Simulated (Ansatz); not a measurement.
W: the change of pressure with volume scale

All results are calculated (Ansatz 0.2.0). Periodic Kohn-Sham DFT of a crystal at fixed atoms, scaled to volume_scale times the given cell; pressure positive in compression, energy less spherical unpolarised free atoms, largest_vzz the field gradient of largest size among the nuclei.

The cell before it is scaled or strained (space group Fm-3m, No. 225):
```
cell vectors (Å)
   0.0000     2.0300     2.0300
   2.0300     0.0000     2.0300
   2.0300     2.0300     0.0000
atoms (fractions of the cell vectors)
W   0.00000  0.00000  0.00000
```

Settings of every row: method frozen-core PAW; functional PBEsol; relativity scalar; k mesh 14x14x14; filling fermi-dirac; smearing width 0.05 eV; wave cutoff 420 eV; paw set soft_2.

Atom start moment: 0 on all atoms.

Limits: PAW files made with PBE; no spin-orbit coupling on heavy atoms.

```csv
row,volume scale,V (Å³/atom),pressure (GPa)
1,0.94,15.727,5.048
2,0.96,16.062,?
3,0.98,16.396,-7.342
4,0.99,16.564,-10.051
5,1,16.731,-12.621
6,1.01,16.898,-15.056
7,1.02,17.065,-17.363
8,1.04,17.4,-21.612
9,1.06,17.735,-25.414
```

Question: what pressure should row 2 give?

Worked fit of pressure. Take u = (V_r/V)^(2/3) − 1 with V_r = 16.815 Å³ an atom, which is twice the finite (Eulerian) strain; such expansions in the strain, on which the Birch-Murnaghan equation of state is built, carry the rest volume and the bulk modulus. The shown rows have u = 0.0456, 0.01696, 0.01008, 0.00334, -0.00328, -0.00979, -0.02254, -0.03489. Least squares give pressure = −13.8632 + 367.3 × u + 1039.4 × u² GPa; a straight line predicts inner rows, each left out in turn, worse (root mean square 0.54 against 0.0053 GPa). The rows lie off it by 0.001, -0.007, 0.004, 0.004, 0.001, -0.004, 0.002, -0.001 (root mean square 0.0036 GPa). The pressure vanishes at u = 0.0344, or V = 15.98 Å³ an atom, and there the bulk modulus at fixed shape and fractions is B = −V dP/dV = (2/3)(1 + u) dP/du = 303 GPa. The withheld row has u = 0.03101, so the fit gives −13.8632 + 367.3 × (0.03101) + 1039.4 × (0.03101)² = -1.474 GPa.

The calculation gave -1.473 GPa. The fit lies 0.001 GPa (0.0033 % of the column's range) below it, one unit of the last digit.
